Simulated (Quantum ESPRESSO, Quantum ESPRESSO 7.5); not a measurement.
# Lattice constants of pyrolusite, β-MnO2: effects of dispersion, a Hubbard term and magnetic order on the two axes

## Experiment

The reference is a Rietveld refinement of powder X-ray diffraction data in "Micromotors of MnO2 for the Recovery of Microplastics" (2024, PubMed Central 10821339). The sample was grown hydrothermally at 210 °C as prismatic crystals 2–3 µm long, large enough to count as bulk. The temperature of the measurement is not given with the values; we take it to be room temperature. The quoted uncertainties describe the precision of the fit and leave out differences between samples, such as a slight oxygen deficiency.

The value of $c$ carries a caveat: the same number is printed for an α-MnO2 sample, so one of the two entries may be a copying error. We think the α entry the likelier one to be wrong, because the value fits pyrolusite well.

| compared with | measured | source's wording or label | method |
| --- | --- | --- | --- |
| a (Å) | 4.4001 ± 0.0001 | 4.4001 ± 0.0001 A | powder XRD, Rietveld refinement |
| c (Å) | 2.8739 ± 0.0001 | 2.8739 ± 0.0001 A | powder XRD, Rietveld refinement |

Conditions are those given with the value in the passage it was taken from; "not stated" means there, and the paper may say more elsewhere. The values are a selection: others may have been left out beforehand as unlike or outlying.

## Plan

We look for the cheapest level of theory that gives both $a$ and $c$ within 0.5 % of the measured values, that is, within about 0.022 Å and 0.014 Å. This is close enough to separate functionals whose usual errors in oxide lattice constants are around one per cent. It also leaves room for thermal and zero-point expansion, which a static calculation omits and which we put at roughly 0.2 to 0.3 % in length for a stiff oxide. Both axes must pass, since a good volume can hide opposite errors in them.

The model is the six-atom rutile cell with the two Mn moments antiparallel. Pyrolusite orders as a helical antiferromagnet only well below room temperature and is paramagnetic, with local moments, at ambient conditions. The collinear order is thus a stand-in that keeps the moments on Mn without a large cell. The relaxations start from a diffraction structure with $a = 4.398$ Å and $c = 2.873$ Å, which differs from the reference by about 0.002 Å and 0.001 Å.

We begin with a semilocal functional at a low plane-wave cutoff, settle the numerical settings, and then change the functional or add a Hubbard term where the remaining error calls for it. The level on which the verdict rests is to be checked with other potentials.

System: MnO2 (beta-manganese dioxide), beta-MnO2 (pyrolusite, rutile type), tetragonal; P4_2/mnm (No. 136), 6 atoms in the primitive cell; the database structure is a diffraction structure: a = 4.398 Å, c = 2.873 Å; structure from the Crystallography Open Database.

## 1. PBEsol at a low and a moderate cutoff

PBEsol was designed for the equilibrium geometry of solids and costs no more than any other semilocal functional, so it is a sensible first rung. We relax the cell at 29 Ry and again at 45 Ry with the same potentials and k mesh. The low cutoff is the cheaper setting, but the stress converges more slowly with the basis than the energy does, and oxygen is demanding. We expect a visible shift between the two cells, and its size will tell whether the low cutoff can be used for the comparison.

**Run 1.** Quantum ESPRESSO 7.5: PBEsol, GBRV ultrasoft potentials, antiferromagnetic start, cell and atoms relaxed from the database structure, cutoff 29 Ry (density 232 Ry), 6x6x8 k mesh, Gaussian smearing 0.01 eV.

Key lines of the input:
```
! potential files: GBRV ultrasoft potentials, made for PBEsol
&control
  calculation = 'vc-relax'
  forc_conv_thr = 2.0d-4
  etot_conv_thr = 1.0d-5
  nstep = 60
/
&system
  nat = 6
  ntyp = 3
  ecutwfc = 29
  ecutrho = 232
  nbnd = 38
  occupations = 'smearing'
  smearing = 'gaussian'
  degauss = 0.00073
  nspin = 2
  starting_magnetization(1) = 0.5
  starting_magnetization(2) = -0.5
/
&electrons
  conv_thr = 1.0d-8
  electron_maxstep = 100
  mixing_beta = 0.4
/
&ions
/
&cell
  press_conv_thr = 0.5
/
ATOMIC_SPECIES
  Mn1 54.938 Mn.upf
  Mn2 54.938 Mn.upf
  O 15.999 O.upf
[... cell and positions ...]
K_POINTS automatic
  6 6 8 0 0 0
```

Command:
```
OMP_NUM_THREADS=1 mpirun -n 4 pw.x -nk 4 -in relax.in > relax.out
```

Selected lines of the output:
```
     kinetic-energy cutoff     =      29.0000  Ry
     number of k points=    65  Gaussian smearing, width (Ry)=  0.0007
     new unit-cell volume =    339.33003 a.u.^3 (    50.28352 Ang^3 )
     new unit-cell volume =    339.30973 a.u.^3 (    50.28051 Ang^3 )
          total   stress  (Ry/bohr**3)                   (kbar)     P=       -0.02
     bfgs converged in   7 scf cycles and   5 bfgs steps
     new unit-cell volume =    339.30973 a.u.^3 (    50.28051 Ang^3 )
     total magnetization       =     0.00 Bohr mag/cell
     absolute magnetization    =     5.05 Bohr mag/cell
          total   stress  (Ry/bohr**3)                   (kbar)     P=     -241.38
CELL_PARAMETERS (angstrom)
   4.257060762  -0.000002960   0.000000000
  -0.000002960   4.257060762   0.000000000
   0.000000000   0.000000000   2.774469872
```

Converged; 3.2 min on 4 cores of Arm Neoverse V1, shared host.

**Run 2.** Quantum ESPRESSO 7.5: PBEsol, GBRV ultrasoft potentials, antiferromagnetic start, cell and atoms relaxed from the database structure, cutoff 45 Ry (density 360 Ry), 6x6x8 k mesh, Gaussian smearing 0.01 eV.

Key lines of the input, as changed from run 1:
```diff
  &system
-   ecutwfc = 29
-   ecutrho = 232
+   ecutwfc = 45
+   ecutrho = 360
```

Selected lines of the output:
```
          total   stress  (Ry/bohr**3)                   (kbar)     P=       -0.00
          total   stress  (Ry/bohr**3)                   (kbar)     P=        0.66
CELL_PARAMETERS (angstrom)
   4.374632566   0.000002212   0.000000000
   0.000000000   0.000000000   2.829583000
```

Converged; 5.1 min of wall time.

| quantity | run 1 | run 2 | measured |
| --- | --- | --- | --- |
| a (Å) | 4.2571 | 4.3746 | 4.4001 ± 0.0001 |
| c (Å) | 2.7745 | 2.8296 | 2.8739 ± 0.0001 |
| net moment per formula unit (μB) | 0.000 | 0.000 |  |
| absolute moment per formula unit (μB) | 2.525 | 2.66 |  |
| conventional cell volume (Å³) | 50.28 | 54.15 |  |
| final pressure (GPa) | −24.138 | 0.066 |  |

The low cutoff is unusable. At 29 Ry both axes come out more than 3 % short, and the pressure of almost zero at the end of the relaxation becomes −24 GPa once the basis is rebuilt for the final cell. That cell is therefore not an equilibrium structure even at its own cutoff, and its error says nothing about PBEsol.

At 45 Ry $a$ is 0.6 % short, a narrow miss, while $c$ is about 1.5 % short, three times the tolerance. Thermal expansion would account for only a small part of the error in $c$. The pressure on the fresh basis is now small, but after a change of 0.12 Å in $a$ between the two cutoffs that alone does not show 45 Ry to be sufficient.

## 2. Higher cutoff and denser k mesh

Before blaming the functional we test the numerical settings separately, raising the cutoff to 61 Ry in one PBEsol relaxation and the k mesh to 8×8×12 in another. Both cost more than the run at 45 Ry, but they decide whether that setting can carry the comparison of functionals. We expect shifts well below the 0.044 Å missing in $c$.

**Run 3.** Quantum ESPRESSO 7.5: PBEsol, GBRV ultrasoft potentials, antiferromagnetic start, cell and atoms relaxed from the database structure, cutoff 61 Ry (density 488 Ry), 6x6x8 k mesh, Gaussian smearing 0.01 eV.

Key lines of the input, as changed from run 1:
```diff
  &system
-   ecutwfc = 29
-   ecutrho = 232
+   ecutwfc = 61
+   ecutrho = 488
```

Command:
```
OMP_NUM_THREADS=1 mpirun -n 8 pw.x -nk 8 -in relax.in > relax.out
```

Selected lines of the output:
```
          total   stress  (Ry/bohr**3)                   (kbar)     P=       -0.07
CELL_PARAMETERS (angstrom)
   4.376745726   0.000000413   0.000000000
   0.000000000   0.000000000   2.830707948
```

Converged; 5 min on 8 cores of Arm Neoverse V1, shared host.

**Run 4.** Quantum ESPRESSO 7.5: PBEsol, GBRV ultrasoft potentials, antiferromagnetic start, cell and atoms relaxed from the database structure, cutoff 45 Ry (density 360 Ry), 8x8x12 k mesh, Gaussian smearing 0.01 eV.

Key lines of the input, as changed from run 2:
```diff
  K_POINTS automatic
-   6 6 8 0 0 0
+   8 8 12 0 0 0
```

Selected lines of the output:
```
CELL_PARAMETERS (angstrom)
   4.373754489  -0.000001361   0.000000000
   0.000000000   0.000000000   2.831666403
```

Converged; 11 min on 4 cores of Arm Neoverse V1, shared host.

| quantity | run 3 | run 4 | measured |
| --- | --- | --- | --- |
| a (Å) | 4.3767 | 4.3738 | 4.4001 ± 0.0001 |
| c (Å) | 2.8307 | 2.8317 | 2.8739 ± 0.0001 |
| net moment per formula unit (μB) | 0.000 | 0.000 |  |
| absolute moment per formula unit (μB) | 2.665 | 2.675 |  |
| conventional cell volume (Å³) | 54.22 | 54.17 |  |
| final pressure (GPa) | −0.007 | 0.064 |  |

Neither setting explains the miss. The higher cutoff lengthens $a$ by 0.0021 Å and $c$ by 0.0011 Å; the denser mesh shortens $a$ by 0.0009 Å and lengthens $c$ by 0.0021 Å. The setting of 45 Ry with the 6×6×8 mesh is therefore good enough to compare functionals, except where a result lies within a few thousandths of an ångström of the limit.

The value of $a$ is such a case, still a narrow miss in both runs. The error in $c$ stays near 1.5 % and is clear. PBEsol with these potentials thus fails mainly along one axis, the direction in which the MnO$_6$ octahedra share edges and the Mn ions come closest to each other.

## 3. PBE, and a Hubbard term on PBEsol

We try two remedies at 45 Ry and the 6×6×8 mesh. Plain PBE costs about the same as PBEsol and usually gives longer lattice constants, by roughly one per cent in oxides. It should mend much of $c$ but may push $a$ past the measured value, because its expansion has no particular reason to favour one axis.

The other remedy is PBEsol with $U = 3.9$ eV on the Mn 3d shell, a modest addition in cost but one more parameter. Semilocal functionals delocalise the d electrons too much, which would strengthen the direct Mn–Mn interaction across the shared edges. If that is what shortens $c$, the Hubbard term should lengthen $c$ more than $a$ and raise the local moment.

**Run 5.** Quantum ESPRESSO 7.5: PBE, GBRV ultrasoft potentials, antiferromagnetic start, cell and atoms relaxed from the database structure, cutoff 45 Ry (density 360 Ry), 6x6x8 k mesh, Gaussian smearing 0.01 eV.

Key lines of the input, as changed from run 2:
```diff
- ! potential files: GBRV ultrasoft potentials, made for PBEsol
+ ! potential files: GBRV ultrasoft potentials, made for PBE
```

Selected lines of the output:
```
CELL_PARAMETERS (angstrom)
   4.429263048   0.000002223   0.000000000
   0.000000000   0.000000000   2.872558606
```

Converged; 2.9 min on 8 cores of Arm Neoverse V1, shared host.

**Run 6.** Quantum ESPRESSO 7.5: PBEsol+U (Mn 3.9 eV), GBRV ultrasoft potentials, antiferromagnetic start, cell and atoms relaxed from the database structure, cutoff 45 Ry (density 360 Ry), 6x6x8 k mesh, Gaussian smearing 0.01 eV.

Key lines of the input, as changed from run 2:
```diff
+ HUBBARD ortho-atomic
+   U Mn1-3d 3.9
+   U Mn2-3d 3.9
```

Selected lines of the output:
```
     absolute magnetization    =     6.46 Bohr mag/cell
CELL_PARAMETERS (angstrom)
   4.382831522   0.000003457   0.000000000
   0.000000000   0.000000000   2.900359744
```

Converged; 5.8 min on 4 cores of Arm Neoverse V1, shared host.

| quantity | run 5 | run 6 | measured |
| --- | --- | --- | --- |
| a (Å) | 4.4293 | 4.3828 | 4.4001 ± 0.0001 |
| c (Å) | 2.8726 | 2.9004 | 2.8739 ± 0.0001 |
| net moment per formula unit (μB) | 0.000 | 0.000 |  |
| absolute moment per formula unit (μB) | 2.79 | 3.23 |  |
| conventional cell volume (Å³) | 56.35 | 55.71 |  |
| final pressure (GPa) | −0.061 | 0.021 |  |

Each remedy mends one axis and leaves the other outside the tolerance. PBE brings $c$ to within 0.05 % of the measured value but makes $a$ 0.7 % too long, a narrow miss by about 0.007 Å.

The Hubbard term acts almost entirely along the short axis, lengthening $c$ by 0.071 Å and $a$ by only 0.008 Å, while the absolute moment rises from 2.66 to 3.23 $\mu_\mathrm{B}$ per formula unit. This is the pattern expected if too much d delocalisation shortens the Mn–Mn distance in PBEsol, though it does not prove that mechanism. In this cell the Mn neighbours along $c$ are translation copies with parallel spins, which limits direct d–d bonding between them, so a change in Mn–O covalency may matter as much. The correction is too strong at this $U$: $a$ now passes, 0.4 % short, but $c$ is 0.9 % too long.

## 4. Dispersion on PBE, and other potentials

PBE needs a slight contraction of $a$ and can afford one of up to about 0.013 Å in $c$. The D3(BJ) dispersion term supplies an attraction that PBE lacks, at little extra cost, and usually shortens the lattice constants of oxides by a few tenths of a per cent. We expect it to bring $a$ inside the tolerance; whether $c$ stays there is less certain.

Alongside it we repeat plain PBE with the SSSP efficiency potentials at 65 Ry. This dearer run tests whether the narrow miss in $a$ belongs to the functional or to the potentials and cutoff, and it also checks the PBE part of the dispersion-corrected level.

**Run 7.** Quantum ESPRESSO 7.5: PBE+D3(BJ), GBRV ultrasoft potentials, antiferromagnetic start, cell and atoms relaxed from the database structure, cutoff 45 Ry (density 360 Ry), 6x6x8 k mesh, Gaussian smearing 0.01 eV.

Key lines of the input, as changed from run 5:
```diff
  &system
+   vdw_corr = 'dft-d3'
+   dftd3_version = 4
```

Selected lines of the output:
```
          total   stress  (Ry/bohr**3)                   (kbar)     P=       -0.02
CELL_PARAMETERS (angstrom)
   4.411042231   0.000000857   0.000000000
   0.000000000   0.000000000   2.864430387
```

Converged; 4.7 min of wall time.

**Run 8.** Quantum ESPRESSO 7.5: PBE, SSSP efficiency potentials, antiferromagnetic start, cell and atoms relaxed from the database structure, cutoff 65 Ry (density 780 Ry), 6x6x8 k mesh, Gaussian smearing 0.01 eV.

Key lines of the input, as changed from run 1:
```diff
- ! potential files: GBRV ultrasoft potentials, made for PBEsol
+ ! potential files: SSSP efficiency potentials, made for PBE
  &system
-   ecutwfc = 29
-   ecutrho = 232
+   ecutwfc = 65
+   ecutrho = 780
```

Selected lines of the output:
```
CELL_PARAMETERS (angstrom)
   4.422126414   0.000001833   0.000000000
   0.000000000   0.000000000   2.869718152
```

Converged; 9.2 min of wall time.

| quantity | run 7 | run 8 | measured |
| --- | --- | --- | --- |
| a (Å) | 4.4110 | 4.4221 | 4.4001 ± 0.0001 |
| c (Å) | 2.8644 | 2.8697 | 2.8739 ± 0.0001 |
| net moment per formula unit (μB) | 0.000 | 0.000 |  |
| absolute moment per formula unit (μB) | 2.77 | 2.775 |  |
| conventional cell volume (Å³) | 55.73 | 56.12 |  |
| final pressure (GPa) | −0.002 | −0.016 |  |

With the dispersion term both axes meet the target: $a$ is about 0.25 % too long and $c$ about 0.33 % too short. The term, which here includes the three-body part that the code adds by default, shortens $a$ by about 0.018 Å and $c$ by 0.008 Å relative to plain PBE, so it improves $a$ at some expense to $c$, which PBE alone had matched more closely.

Plain PBE with the SSSP potentials and the higher cutoff gives an $a$ that is 0.007 Å shorter than before and lies practically on the 0.5 % limit. Whether plain PBE passes is therefore undecided, and its narrow miss in the earlier run cannot be charged to the functional alone. The change of potentials and cutoff also shortens $c$, by 0.003 Å. The dispersion-corrected cell has about 0.005 Å to spare in $c$, so a shift of the same size there would leave it inside the tolerance. That is an inference from plain PBE; the same check with the dispersion term is not shown in this report. The check may also be only partly independent, because the SSSP library takes its files from other sets, GBRV among them, and which file it uses for each element is not shown here.

## Summary of runs

| run | settings | a (Å) | deviation | c (Å) | deviation | cost |
| --- | --- | --- | --- | --- | --- | --- |
| 1 | PBEsol, GBRV ultrasoft potentials, cutoff 29 Ry (density 232 Ry), 6x6x8 k mesh | 4.2571 | −0.1430 (−3.3 %) | 2.7745 | −0.0994 (−3.5 %) | 13 core-min |
| 2 | PBEsol, GBRV ultrasoft potentials, cutoff 45 Ry (density 360 Ry), 6x6x8 k mesh | 4.3746 | −0.0255 (−0.6 %) | 2.8296 | −0.0443 (−1.5 %) | 21 core-min |
| 3 | PBEsol, GBRV ultrasoft potentials, cutoff 61 Ry (density 488 Ry), 6x6x8 k mesh | 4.3767 | −0.0234 (−0.5 %) | 2.8307 | −0.0432 (−1.5 %) | 40 core-min |
| 4 | PBEsol, GBRV ultrasoft potentials, cutoff 45 Ry (density 360 Ry), 8x8x12 k mesh | 4.3738 | −0.0263 (−0.6 %) | 2.8317 | −0.0422 (−1.5 %) | 45 core-min |
| 5 | PBE, GBRV ultrasoft potentials, cutoff 45 Ry (density 360 Ry), 6x6x8 k mesh | 4.4293 | +0.0292 (+0.7 %) | 2.8726 | −0.0013 (−0.0 %) | 23 core-min |
| 6 | PBEsol+U (Mn 3.9 eV), GBRV ultrasoft potentials, cutoff 45 Ry (density 360 Ry), 6x6x8 k mesh | 4.3828 | −0.0173 (−0.4 %) | 2.9004 | +0.0265 (+0.9 %) | 23 core-min |
| 7 | PBE+D3(BJ), GBRV ultrasoft potentials, cutoff 45 Ry (density 360 Ry), 6x6x8 k mesh | 4.4110 | +0.0109 (+0.2 %) | 2.8644 | −0.0095 (−0.3 %) | 19 core-min |
| 8 | PBE, SSSP efficiency potentials, cutoff 65 Ry (density 780 Ry), 6x6x8 k mesh | 4.4221 | +0.0220 (+0.5 %) | 2.8697 | −0.0042 (−0.1 %) | 37 core-min |
|  | measured | 4.4001 ± 0.0001 |  | 2.8739 ± 0.0001 |  |  |

Further runs on the same system, made beside this series (convergence steps with loose settings among them):

| further | settings | a (Å) | deviation | c (Å) | deviation | cost |
| --- | --- | --- | --- | --- | --- | --- |
| F1 | rVV10, GBRV ultrasoft potentials, antiferromagnetic start, cutoff 45 Ry (density 360 Ry), 6x6x8 k mesh, PBE files | 4.4401 | +0.0400 (+0.9 %) | 2.8941 | +0.0202 (+0.7 %) | 21 core-min |
| F2 | vdW-DF-cx, GBRV ultrasoft potentials, antiferromagnetic start, cutoff 45 Ry (density 360 Ry), 6x6x8 k mesh, PBE files | 4.3865 | −0.0136 (−0.3 %) | 2.8419 | −0.0320 (−1.1 %) | 29 core-min |
| F3 | PBEsol+D3(BJ), GBRV ultrasoft potentials, antiferromagnetic start, cutoff 45 Ry (density 360 Ry), 6x6x8 k mesh | 4.3627 | −0.0374 (−0.8 %) | 2.8230 | −0.0509 (−1.8 %) | 28 core-min |
| F4 | Wu-Cohen GGA, GBRV ultrasoft potentials, antiferromagnetic start, cutoff 45 Ry (density 360 Ry), 6x6x8 k mesh, PBE files | 4.3802 | −0.0199 (−0.5 %) | 2.8369 | −0.0370 (−1.3 %) | 23 core-min |
| F5 | LDA+U (Mn 3.9 eV), GBRV ultrasoft potentials, antiferromagnetic start, cutoff 45 Ry (density 360 Ry), 6x6x8 k mesh | 4.3393 | −0.0608 (−1.4 %) | 2.8645 | −0.0094 (−0.3 %) | 28 core-min |
| F6 | LDA, GBRV ultrasoft potentials, antiferromagnetic start, cutoff 45 Ry (density 360 Ry), 6x6x8 k mesh | 4.3346 | −0.0655 (−1.5 %) | 2.7865 | −0.0874 (−3.0 %) | 23 core-min |
| F7 | PBEsol+U (Mn 1.9 eV), GBRV ultrasoft potentials, antiferromagnetic start, cutoff 45 Ry (density 360 Ry), 6x6x8 k mesh | 4.3752 | −0.0249 (−0.6 %) | 2.8704 | −0.0035 (−0.1 %) | 23 core-min |
| F8 | PBEsol+U (Mn 3.9 eV), GBRV ultrasoft potentials, ferromagnetic start, cutoff 45 Ry (density 360 Ry), 6x6x8 k mesh | 4.4014 | +0.0013 (+0.0 %) | 2.9113 | +0.0374 (+1.3 %) | 20 core-min |
| F9 | PBEsol, PseudoDojo norm-conserving potentials, antiferromagnetic start, cutoff 96 Ry, 6x6x8 k mesh | 4.3657 | −0.0344 (−0.8 %) | 2.8302 | −0.0437 (−1.5 %) | 70 core-min |
|  | measured | 4.4001 ± 0.0001 |  | 2.8739 ± 0.0001 |  |  |

## Verdict

PBE+D3(BJ) meets the target: $a$ is 0.2 % too long and $c$ 0.3 % too short, for 19 core-minutes. It is the only level shown that brings both axes clearly within 0.5 %; plain PBE with the SSSP potentials lies on the limit in $a$ and stays undecided. The possible copying error in the measured $c$ carries little weight, since the database structure has nearly the same value.

The agreement may rest partly on compensation: PBE makes $a$ too long and the dispersion term contracts it, and these runs cannot tell how much of that contraction is real dispersion and how much offsets an error of PBE. Thermal and zero-point expansion, roughly 0.2 to 0.3 %, would bring $c$ close to experiment but carry $a$ to about the limit; the same allowance would put $a$ of plain PBE outside it with either set of potentials.

The 29 Ry run gave no usable cell; it served only to show, through the pressure on the fresh basis, how badly the stress is converged at that cutoff. The cutoff and mesh tests were useful, because they showed that the short $c$ of PBEsol is not a matter of settings; norm-conserving potentials give the same $c$ within 0.001 Å. They also shorten $a$ by 0.009 Å, so potentials matter for results near the limit. For the dispersion-corrected level itself, checks of potentials, cutoff and mesh are not shown in this report; we lean on those for plain PBE and PBEsol.

The Hubbard term acts mainly on $c$, the axis on which PBEsol fails most. With $U$ = 1.9 eV PBEsol gives $c$ about 0.1 % short and misses narrowly in $a$, 0.6 % short, a deficit that the allowance for expansion would reduce. We therefore do not rank it below PBE+D3(BJ) on physical grounds, though a $U$ picked for its fit to the cell would be no prediction.

Magnetic order remains the main open point. At PBEsol+U with 3.9 eV, a ferromagnetic start lengthens $a$ by 0.019 Å and $c$ by 0.011 Å, shifts comparable to the tolerances. Both orders keep the spins parallel along the chains of edge-sharing octahedra; an order that differs along $c$ needs a larger cell and is not shown in this report. The sample was probably paramagnetic, and how far its disordered moments would move the PBE+D3(BJ) cell is not settled here.

[Logs are printed without paths, hosts, clocks, repeated set-up lines and the standing remarks that a program may print on its own settings, such as how far it seeks lower states.]

[The runs shown are a pick from a larger set of finished runs; failed, doubtful and other runs were left out of it ahead of writing. So were measured values far from every level or from commonly accepted values, and agreement can look better than it is. Lines of input and output are excerpts and may be shortened.]
